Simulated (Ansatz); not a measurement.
A family of molecules: the atomisation energy (no zero-point term)

One atom is swapped for its congeners: CH5N (methylamine) `CN`; GeH3(NH2); SnH3(NH2). The Si member is missing. All are singlets with charge 0.

Shapes, held fixed at every level: PBE0-D4/def2-TZVP. Programs: Ansatz 0.2.0. Values in eV.

Q: How should the atomisation energy change along the series?

A: At CCSD(T)/def2-TZVPP the atomisation energy falls at every step, from 24.59 to 18.76 eV. Every level shows the same order. For atoms past krypton def2 sets carry core potentials with scalar relativity. Relativity is left out for Ge unless named. Correlated rows may include outer-core shells of Ge, Sn, which these sets cover unevenly. Spin-orbit coupling, which grows down the group, is left out (summed over each molecule's free atoms 0.00, 0.12, 0.31 eV).

| level | CH5N | GeH3(NH2) | SnH3(NH2) |
| --- | --- | --- | --- |
| HF/def2-SVP | 18.16 | 14.32 | 12.53 |
| HF/def2-TZVPP | 18.04 | 14.44 | 12.85 |
| B3LYP-D4/def2-TZVPP | 25.40 | 20.80 | 19.19 |
| wB97M-V/def2-TZVPP | 25.34 | 20.74 | 19.20 |
| CCSD/def2-TZVPP | 24.31 | 20.15 | 18.50 |
| CCSD(T)/def2-TZVPP | 24.59 | 20.39 | 18.76 |

The six bonds are of the same kinds throughout, and the two N–H bonds change little, so the fall in atomisation energy comes mainly from the bonds to the group 14 atom. Its valence orbitals grow more diffuse down the group, and the s and p shells differ more in size, so hybridisation is less effective and overlap with hydrogen and nitrogen is poorer. The greater polarity of the Ge–N and Sn–N bonds offsets only part of this loss. The larger first step also spans the missing silicon member, so it does not mark an anomaly at germanium.

Hartree–Fock already gives most of the decrease, which points to orbital overlap and electrostatics rather than correlation as its main source. Correlation is nevertheless essential to the absolute values, because electrons paired in bonds correlate more strongly than in the separated atoms. The density functionals lie above CCSD(T), most clearly for methylamine, probably because the coupled-cluster correlation energy converges slowly with basis size. The totals do not separate the weakening of the M–H bonds from that of the M–N bond.
